# Why squeezing indium phosphide gets harder at every step

Each atom in zinc-blende InP has four bonds, and each bond is shared by two atoms, so there are two bonds per atom. If the cell shrinks without changing shape, the angles stay as they are and every bond shortens by the same fraction. The energy of the crystal against its volume is then, in the simplest picture, the energy of one In–P bond counted twice. If that bond were a spring, its energy would grow as the square of the shortening. Equal steps of compression would cost more and more, but the cost would rise by nearly the same amount each time.

The table follows the energy at equal steps of volume, counted from the minimum of a curve fitted through the points.

GPAW 26.7.0, PBE with PAW data sets (gpaw-data 1.2.1), for zinc-blende InP without spin polarisation: dzp atomic-orbital basis, 0.18 Å grid spacing, 6×6×6 k mesh, Fermi–Dirac smearing of 0.05 eV. The given cell is scaled in volume with its shape and fractional coordinates fixed; energies are counted from the minimum of the fitted equation of state.

```tsv
volume (Å³/atom)	energy (meV/atom)
23.66	74.62
24.16	48.82
24.66	29.18
25.17	15.10
25.67	5.93
26.17	1.05
26.68	0.10
```

Read downwards, the energy falls at every step, by 25.8 meV/atom at first and by 0.95 at the end. Most of this slowing is what a spring does as it nears its rest length. The rest shows in how fast the drops shrink. The first drop exceeds the second by 6.2 meV/atom, whereas the last two differ by only 3.9. The crystal is therefore stiffer where it is more compressed, and the spring picture leaves out most of this hardening.

## Where the minimum lies

The fitted minimum is at 26.56 Å³/atom, so six of the seven rows lie on the compressed side. The table shows one wall of an energy well and just reaches its floor. The gap stays open and changes smoothly, so nothing points to a change of electronic state along the way. A change of crystal structure could not show here, because the run holds the zinc-blende arrangement fixed.

The last row, at 26.68 Å³/atom, already lies beyond the minimum, yet its energy is lower than that of the row before. The reason is distance. The row at 26.17 is a little more than three times as far from the minimum, and close to the floor the energy goes as the square of that distance. The ratio of the two energies should thus be about ten, as it is for 1.05 and 0.10 meV/atom.

## Why the wall steepens

A bond has its rest length where attraction and repulsion balance. The attraction comes from electrons shared between In and P and from the charge that the two atoms exchange, and it changes rather gently with distance. The repulsion comes from valence electrons pressed into less space, which raises their kinetic energy, and from their being kept out of the filled inner shells. It grows much faster as the atoms approach.

Squeezing therefore does more than move the crystal up a fixed parabola. It moves the bond into a region where the repulsion, with its steep curvature, counts for more. Stretching does the opposite, and the well opens out. This is the standard account of why solids harden under pressure. The energies show the lopsided well itself, while its division into attraction and repulsion is argued from theory.

The size of the effect can be read from the energies directly. Three neighbouring energies give the local curvature, and from it the bulk modulus, which is the resistance to uniform compression. It rises from 65 GPa at 26.17 Å³/atom to 94 GPa at 24.16 Å³/atom, while the bonds shorten by only 2.6 %. Within this range the modulus grows roughly as the fourteenth power of the inverse bond length.

A series of different III–V compounds, each at its own rest volume, would show a far gentler dependence on bond length. There a shorter bond belongs to smaller atoms, and attraction and repulsion are in balance again. Here the same two atoms are forced together and the balance is lost. A rule of modulus against bond length taken from one kind of series should not be used for the other.

The modulus does not change quite evenly. From the smallest volume upwards it falls by 7.4, 8.6, 8.5 and 4.6 GPa, where a smooth well would be expected to give steps that shrink steadily. A curvature taken from three energies magnifies their errors: 0.02 meV/atom in the middle one shifts the modulus near the minimum by about 1 %. The energies scatter about the run's fitted curve by 0.013 meV/atom, which is of that size, so the unevenness is best read as numerical noise. The real-space grid is a possible source, since an energy computed on it can shift slightly as the atoms move relative to the grid points. The run itself gives no warning of this. The caution comes from the data makers' tests on other systems, and the cause is untested here.

## A model with one number for the lopsidedness

Let $r$ be the bond length, $r_0$ its value at the minimum, $V_0$ the volume per atom there and $B_0$ the bulk modulus there. A simple lopsided well is a parabola in a power of the inverse bond length:

$$E=\frac{K}{2s^2}\left[\left(\frac{r_0}{r}\right)^{s}-1\right]^2,\qquad K=9B_0V_0 .$$

Multiplied out, it holds a repulsion that goes as $r^{-2s}$ and an attraction that goes as $r^{-s}$. The number $s$ sets how lopsided the well is. An ordinary spring is the case $s=-1$.

To link $s$ to the hardening, write $\varepsilon=\ln(r/r_0)$, which is negative on compression. Near the minimum

$$E\approx\frac{K}{2}\left(\varepsilon^2-s\,\varepsilon^3\right).$$

The volume goes as $r^3$, the pressure is $P=-dE/dV$ and the modulus is $B=-V\,dP/dV$. To first order in $\varepsilon$ this gives

$$B\approx B_0\left[1-3(s+2)\varepsilon\right],\qquad P\approx-3B_0\,\varepsilon,\qquad \frac{dB}{dP}=s+2 .$$

Even a crystal of perfect springs would thus harden a little, with a slope of 1, because the modulus is defined through volume and not through bond length. A least-squares fit of the model to all seven energies, with $s$ scanned, gives $s\approx3.2$ and a slope of about 5.2. The equation-of-state fit that comes with the run gives 5.19. Both rest on the same energies, so their agreement shows consistency and is no independent test.

The row at 23.66 Å³/atom makes a good worked case. The run's fit gives $B_0=59.4$ GPa, and 1 eV/Å³ is 160.2 GPa, so

$$K=9\times\frac{59.4}{160.2}\times26.56\approx88.6\ \text{eV per atom}.$$

The bond ratio is $r/r_0=(23.66/26.56)^{1/3}=0.9622$, a shortening of 3.78 %. The spring then stores

$$\tfrac12\times88.6\times0.0378^2\approx0.063\ \text{eV},$$

or 63 meV/atom. With $s=3.2$ the shortening counts as more than it is:

$$\frac{(1/0.9622)^{3.2}-1}{3.2}\approx0.041,\qquad \tfrac12\times88.6\times0.041^2\approx0.074\ \text{eV}.$$

The calculated energy is 74.6 meV/atom. This row took part in the fits, so the estimate explains its energy and does not predict it. The spring accounts for 85 % of the cost, and the steepening of the wall for the other 15 %.

The expansion also says how this extra cost should grow. It comes mainly from the term in $\varepsilon^3$, so doubling the compression should multiply it by about eight. At 25.17 Å³/atom, with a little under half the shortening, the excess over the spring is only about 1 meV/atom, against 11 at the smallest volume. Close to the minimum the spring is therefore a fair guide to energies, and it fails quickly further up the wall.

## A smooth fit can still give a wrong modulus

A spring curve with its minimum and stiffness left free passes through the seven energies with a root-mean-square misfit of only 0.36 meV/atom. On a plot reaching 75 meV/atom that looks excellent. The lopsided form, which has one more constant, brings the misfit down to 0.014. The difference seems academic until the modulus is taken from each curve.

The free spring has a quadratic coefficient of 8.356 eV/Å² and its minimum at a bond length of 2.58 Å, or 26.45 Å³/atom. Its modulus is

$$B=\frac{2\times8.356\times2.58^2}{9\times26.45}\ \text{eV/Å}^3\approx0.467\ \text{eV/Å}^3\approx75\ \text{GPa}.$$

This is about a quarter above the 59.4 GPa of the run's own fit. The spring has taken the stiffness of the compressed rows for the stiffness at the minimum. The measured modulus is roughly 70 GPa, a recalled figure, so the poorer curve would seem to agree better with experiment. That agreement would come from two errors of opposite sign that partly cancel.

The remedy is a form in which the slope of the modulus with pressure is free to be fitted, such as the third-order Birch–Murnaghan equation, and volumes spread on both sides of the minimum. Here only one row lies on the expanded side, and only just. The slope of the modulus is thus learnt almost wholly from compression. A second run centred near 26.6 Å³/atom would test the other wall.

## The starting cell is under pressure

The cell from which the series was scaled, at 25.17 Å³/atom, is not at rest in this calculation. The slope between its two neighbours corresponds to a pressure of 3.7 GPa, and its bonds would lengthen by 1.8 % on reaching the minimum. Its cubic edge, $(8\times25.17)^{1/3}=5.86$ Å, lies within about 0.01 Å of the measured one as recalled, whereas the fitted minimum corresponds to 5.97 Å. The pressure therefore belongs to the method and not to the material.

PBE is known to make such semiconductors too large and too soft, and this is the likely main cause. The lattice is static, but zero-point motion and heat would widen the cell further, so leaving them out does not explain the excess. How much the modest atomic-orbital basis adds is untested here, and so is the effect of the k mesh and the grid spacing, which are usual working values and not converged limits. A series with the local density approximation, which tends to bind too strongly, would be expected to have its minimum at a smaller volume.

The choice of cell matters more than the energies suggest. Going from the starting cell to the minimum gains only 15 meV/atom, yet the gap on the calculation's mesh falls from 0.75 eV to about 0.44 eV, the latter interpolated between the last two rows. These gaps are read on a mesh, which can miss the band edge, and leave out spin–orbit coupling, which would be expected to narrow them slightly. The well is shallow near its floor, whereas the gap falls almost linearly as the bonds lengthen. The conduction edge of InP is antibonding, and it comes down as the atoms move apart.

Structures and gaps therefore call for different cells. For relaxations and elastic constants, take the volume at which the method itself is free of pressure. The constants are then consistent within the method but share its softness: 59 GPa lies below the recalled 70, while the 78 GPa found at the starting cell lies above it and belongs to a stressed crystal. Otherwise a crystal held at the measured lattice constant carries a false pressure, close to the 3.7 GPa of the starting cell, and will swell wherever it is free to do so. For gaps and their shifts under strain, keep the measured lattice constant as the reference. PBE gaps are too small even there, and relaxing the cell would add an error of 0.3 eV.
